Phosphorus in the arsenic-type structure is built of puckered layers, in which each atom has three short bonds within its layer and three longer contacts to the next. Changing the shape of this crystal by 20 to 30 % at fixed volume costs roughly 0.1 eV per atom, while the bonds change length by only about 3 % at most. The axial ratio $x$ compares the length along the layer normal with the length across it, relative to the starting cell. The atoms keep their fractional coordinates, so the puckered layers are flattened or drawn out together with the cell.

Phosphorus (R-3m, 2 atoms per cell, conventional a = 3.451, c = 9.389 Å) is strained along c at fixed volume and fractional coordinates, starting from this unrelaxed cell. Ansatz 0.2.0, plane-wave PAW, scalar-relativistic LDA, no spin polarisation, 420 eV cutoff, 18×18×18 k mesh, Gaussian smearing of 0.15 eV. Energies are free energies; pressure is positive in compression.

```
axial ratio (over its starting value)  energy change (meV/atom)  pressure (GPa)
                                  0.8                     137.8           -8.13
                                 0.85                      69.9           -6.76
                                 0.92                      13.6           -4.90
                                 0.96                       1.0           -3.89
                                    1                       0.0           -3.00
                                 1.05                       8.0           -2.00
                                  1.1                      21.9           -1.07
                                  1.2                      65.5            0.12
                                  1.3                     138.5            0.87
```

**1. Is the starting shape the one of lowest energy?**

It is the lowest row, but not quite the minimum of the path. At $x=1$ the crystal is under tension in every direction, and it pulls harder along the axis than across it. It would therefore lower its energy by becoming slightly flatter. At 0.96 the imbalance has changed sign, and interpolation puts the minimum near 0.99.

**2. How do the stresses determine the energy curve?**

When $\ln x$ grows by a small amount, the length along the axis grows by two thirds of it and each length across shrinks by one third. The work done against the stresses then gives the slope of the energy $E$:

$$\frac{dE}{d\ln x}=\frac{2}{3}\,V\,(P_\perp-P_\parallel).$$

Here $V$ is the volume per atom, and $P_\perp$ and $P_\parallel$ are the pressures across and along the axis, positive in compression. Apart from small errors of the finite basis, the relation is exact for this path, because the atoms keep their fractional coordinates.

The step from 1 to 1.05 serves as an example. The stresses give slopes of 79 and 241 meV per atom at its two ends, with a mean of 160. Multiplied by $\ln 1.05=0.049$, this makes 7.8 meV per atom, against 8.0 in the table.

**3. Which digits can be trusted?**

Adding up such steps reproduces the whole energy curve to within 4 meV per atom. The largest gap is at 1.3, where the slope changes fast and the steps are coarse. This agreement shows that energies and stresses belong together; it tests neither the functional nor the k mesh, which both quantities share. Extrapolating to zero smearing moves the energies by less than 1 meV per atom.

Differences of tens of meV are therefore safe within this calculation, but those below 1 meV are not. The minimum lies only about half a meV below the starting cell, so its depth is uncertain. Its place is better founded, because it rests on a clear change of sign in the stresses. The energies at 0.8 and 1.3 should be read as equal.

**4. Is it harder to squash the crystal or to draw it out?**

Taken over the whole range, squashing is harder. Measured in $\ln x$ from the minimum, the mean stiffness out to 0.8 is 1.7 times that out to 1.3. A simple spring shows the same imbalance. With its stiffness taken from the stresses at 0.96 and 1 alone, it gives an energy about a tenth too low at 0.8 and more than half too high at 1.3. The drawn-out side does stiffen towards its end, though: the slope of the energy rises nearly twice as much from 1.2 to 1.3 as from 1.1 to 1.2.

The geometry suggests why. Squashing opens the bond angles from 98° to 104° and stretches the bonds by 0.07 Å, so two costs add up. Drawing out closes the angles even further, to 88°, but the bonds shorten by only 0.02 Å. On that side the bonds probably add little, and the likely costs are the bending and the contacts between layers, which lengthen from 2.82 to 3.00 Å. The calculation does not split the energy into these parts, so this remains an argument from the shape of the layers.

**5. Why does the pressure change if the volume does not?**

A fixed volume still allows the distances between atoms to change. The pressure tells how the energy responds when all lengths shrink by the same factor. Such a change leaves every angle as it was, so in a picture of springs for bonds and angles the pressure senses the lengths and not the bending. This is how the two end rows can cost the same energy and yet have pressures of −8.1 and +0.9 GPa.

The bonds are longest at 0.8, where the tension averaged over all directions is greatest, and it fades as they shorten. Bond length is not the whole story, however. From 1.2 to 1.3 it hardly changes, while the pressure still rises by 0.75 GPa. The second neighbours within a layer continue to approach each other there, and their repulsion may supply the rest; that is a guess.

**6. The lattice becomes cubic on the way. Why is the energy not flat there?**

At $x=0.90$ the repeat vectors form a cubic lattice, yet the energy is still falling steeply towards larger $x$. Symmetry can force a flat point only if the atoms share the cubic symmetry as well. Here they do not: close to this ratio, at 0.92, each atom still has three neighbours at 2.31 Å and three at 2.79 Å.

Simple cubic phosphorus would have six equal neighbours. At one and the same shape its lattice would be cubic, its bond angles right angles and its stress equal in all directions. Its atoms would be free of force there too, and by symmetry at every other axial ratio. In the layered crystal these four conditions come apart. The lattice is cubic at 0.90, the stresses balance at 0.99, the force vanishes at 1.08 and the right angle comes at 1.24. The slope changes sign only once among the rows, so they show no second minimum.

**7. What would change if the atoms and the volume were set free?**

The minimum near 0.99 belongs to this path and is not a relaxed crystal. Each atom still feels a force of about 0.3 eV/Å there, and the mean pressure is −3.3 GPa. Free atoms would shift within the cell, and a free volume would shrink. LDA commonly favours too small a volume, which fits this tension, but the PAW datasets made for another functional also affect the absolute pressures.

Relaxing the atoms would lower the energy of the starting cell as well as those of the strained ones. The force at 1.3 is more than twice that at 0.8. If the atoms resist a shift about equally at both ends, more energy would be released at the drawn-out end, and that side would look softer still. The scan does not show whether they do, because the atoms were never moved within a cell of fixed shape. The printed analysis below lists the forces and both stress components for every row.

For practical use, a mean pressure near zero must not be taken as a sign of a relaxed cell. At 1.2 it is only 0.1 GPa, yet the crystal pushes outwards across the axis with 3.4 GPa and pulls inwards along it with 6.5 GPa. A cell is relaxed only when every stress component and every force vanishes together.

Printed output of the fit:

```
Energies in meV per atom and stresses in GPa:
   row  computed  from stresses  spring  slope per ln ratio  pressure across  pressure along
   0.8     137.8          136.7   123.1               -1235           -14.27           4.125
  0.85      69.9          69.93   61.76              -968.9           -11.57           2.862
  0.92      13.6           14.1   13.03              -442.1           -7.093         -0.5098
  0.96         1          1.467   1.467              -151.4           -4.639          -2.385
   1.0         0              0       0               79.49           -2.604          -3.787
  1.05         8          7.819   10.61                 241          -0.7988          -4.387
   1.1      21.9          22.12   33.26               373.6           0.7808          -4.783
   1.2      65.5          67.36   108.5               666.4            3.431          -6.492
   1.3     138.5            142   215.5                1199            6.819          -11.04
Geometry in angstrom and degrees:
   row   bond  bond angle  interlayer contact  in-layer second neighbour  force eV/A
   0.8  2.359         104                2.75                      3.717      0.5606
  0.85  2.337       102.4               2.762                      3.643      0.5111
  0.92  2.313       100.2               2.785                      3.548      0.4352
  0.96  2.302        98.9               2.801                      3.498      0.3485
   1.0  2.293       97.62               2.819                      3.451      0.2467
  1.05  2.284       96.02               2.844                      3.395      0.1245
   1.1  2.278       94.42               2.871                      3.343      -0.064
   1.2  2.271       91.28               2.931                      3.248     -0.5734
   1.3  2.272       88.21               2.996                      3.162      -1.258
Axial ratio where the stress difference vanishes (energy minimum): 0.986
Depth of that minimum below the row at ratio 1, meV/atom: 0.5587
Force on an atom at that minimum, eV/A: 0.2822
Mean pressure at that minimum, GPa: -3.311
Axial ratio where the force vanishes: 1.083
Axial ratio where the lattice metric is cubic: 0.9003
Axial ratio where the bond angle is 90 degrees and the bond shortest: 1.241
Energy slope at the cubic lattice metric, meV/atom per unit of ln ratio: -590.2
Energy slope at the right bond angle, meV/atom per unit of ln ratio: 886.9
Largest gap between energy from stresses and computed energy, meV/atom: 3.53
Largest change on extrapolation to zero smearing, meV/atom: 0.645
Mean stiffness from the minimum to 0.8 over that to 1.3: 1.739
Pressure rise from ratio 1.2 to 1.3, GPa: 0.75
Bond length change from ratio 1 to 0.8, angstrom: 0.06563
Bond length change from ratio 1 to 1.3, angstrom: -0.02138
```
